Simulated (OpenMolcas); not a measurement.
# Calibrating B3LYP/6-31G* (spherical functions) on N-containing molecules

The dipole moment in D of 6 N-containing molecules: x at B3LYP/6-31G* (spherical functions), y as measured (NIST CCCBDB). Shapes, held fixed at every level: PBE0-D4/def2-TZVP. Programs: OpenMolcas 26.06.

| molecule | x (D) | y (D) |
| --- | --- | --- |
| NOF (nitrosyl fluoride) | 1.11 | 1.81 |
| C2F3N (cyanotrifluoromethane) | 1.47 | ? |
| CH3N (methanimine) | 1.94 | 2.00 |
| HNC (hydrogen isocyanide) | 2.98 | 3.05 |
| C2H3N (isocyanomethane) | 3.64 | 3.85 |
| C3HN (cyanoacetylene) | 3.81 | 3.72 |

Problem. Fit y = c + s·x to the known rows and predict y for C2F3N.

Solution. 
1. Means of the 5 rows: x = 2.6960, y = 2.886.
2. Σ(Δx)² = 5.2997, Σ(Δx·Δy) = 4.262, so the slope is 4.262/5.2997 = 0.8042.
3. Intercept: 2.886 − (0.8042) × 2.6960 = 0.718. The largest residual of the fit is 0.28.
4. C2F3N: 0.718 + 0.8042 × 1.47 = 1.90 D.

The measured value is 1.33 D, so the prediction is off by +0.57 D, more than the largest residual. Uncorrected, B3LYP/6-31G* (spherical functions) misses it by +0.14 D, and the other rows by 0.23 on average. With references in doubt, neither the misses nor the line can be laid on the level alone. Left out in turn, the other rows are missed by 0.31 D on average, worse than no correction. The tabulated values of NOF, C2F3N are in doubt (older tables, estimates, or at odds with other calculations) and kept here.

The correction fails because a single molecule largely sets the line. NOF lies at the low end of the range, where it has the most leverage, and its measured moment is far above the computed one. This lifts the intercept and flattens the slope. The other four fitted molecules lie close to y = x, with cyanoacetylene slightly overestimated and the rest underestimated, so they give little sign of a common error that a line could remove.

C2F3N falls between NOF and methanimine in x, but a similar dipole does not imply similar bonding. In NOF the moment depends on how far the weak, polar N–F bond leans towards NO⁺F⁻, a balance sensitive to bond length, correlation and basis set. In C2F3N the strong nitrile dipole is opposed by that of the CF3 group, and the modest total is what remains after partial cancellation. The upward shift inherited from NOF, whether it originates in the calculation or the reference, therefore probably has no counterpart in C2F3N.
